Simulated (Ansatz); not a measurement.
## Errors in the atomisation enthalpy at 298 K

8 molecules with nitrogen; the atomisation enthalpy at 298 K in kJ/mol, computed less measured. Shapes, held fixed at every level: PBE0-D4/def2-TZVP. Flexible molecules stand in one conformer, not always the lowest. Thermal terms are harmonic and unscaled (PBE0-D4/def2-TZVP); the spin-orbit lowering of the free atoms is taken from their spectra. Programs: Ansatz 0.2.0. Measured values: Active Thermochemical Tables, CRC Handbook of Chemistry and Physics, NIST-JANAF tables.

Levels: A = HF/def2-SVP; B = wB97M-V/def2-TZVPP; C = B2PLYP/def2-TZVPP.

```
                     molecule  from tabulated heats      A    B    C
 N2H (dinitrogen monohydride)                   913   -505  +18   +7
           HOCN (cyanic acid)                  1671   -685   +6   -9
   NF3 (nitrogen trifluoride)                   843   -721  +22  -16
                NH3 (ammonia)                  1172   -422   +3  -10
C2F3N (cyanotrifluoromethane)                  2640   -962  +15  -21
         C2H3N (acetonitrile)                  2486   -741   +6  -11
          C3H5NO (acrylamide)                  4092  -1234  +15  -32
        C3H9N (SMILES CN(C)C)                  4609  -1236  +13  -42
```

(1) Sum up the errors.

Results:

(1) 
```
             level                    kind  mean error  mean absolute error  worst case
       HF/def2-SVP            Hartree–Fock      -813.2                813.2       C3H9N
wB97M-V/def2-TZVPP  range-separated hybrid       +12.2                 12.2         NF3
 B2PLYP/def2-TZVPP           double hybrid       -16.8                 18.5       C3H9N
```

On this set wB97M-V/def2-TZVPP has the smallest mean absolute error and HF/def2-SVP the largest. HF/def2-SVP is too low in 8 of 8; wB97M-V/def2-TZVPP is too high in 8 of 8; B2PLYP/def2-TZVPP is too low in 7 of 8. The heats of C2F3N come from older tables and can be uncertain by 10 kJ/mol or more. Heats of the atoms come from ATcT where it has them. The levels differ in basis as well as in method. For HF/def2-SVP the error tends to grow with the atomisation enthalpy. Hartree–Fock lacks correlation and underbinds. Spin contamination: N2H (⟨S²⟩ up to 0.85). Open shells run unrestricted. The set is small.

The Hartree–Fock deficit is not simply a matter of molecular size. NF3 has the smallest atomisation enthalpy, 843 kJ/mol, yet loses 721 of it, while the much larger trimethylamine loses a far smaller share. Pairing electrons into bonds creates correlation energy that the separated atoms lack, and in NF3 this matters most because the N–F bonds are weak and crowded by lone pairs. The small basis, short of polarisation functions, probably deepens the deficit.

B2PLYP does worst for acrylamide and trimethylamine, which suggests small errors per bond that add up, plausibly from slow basis convergence of its perturbative part. Unscaled harmonic zero-point energies, usually too large, push in the same direction, especially where there are many C–H bonds. They would also partly hide the overbinding of wB97M-V, whose error does not follow size and peaks at NF3. Its lead over B2PLYP therefore reflects the whole protocol, and does not establish a better electronic energy for each molecule: for HOCN and NF3 the two errors are similar in magnitude but opposite in sign.
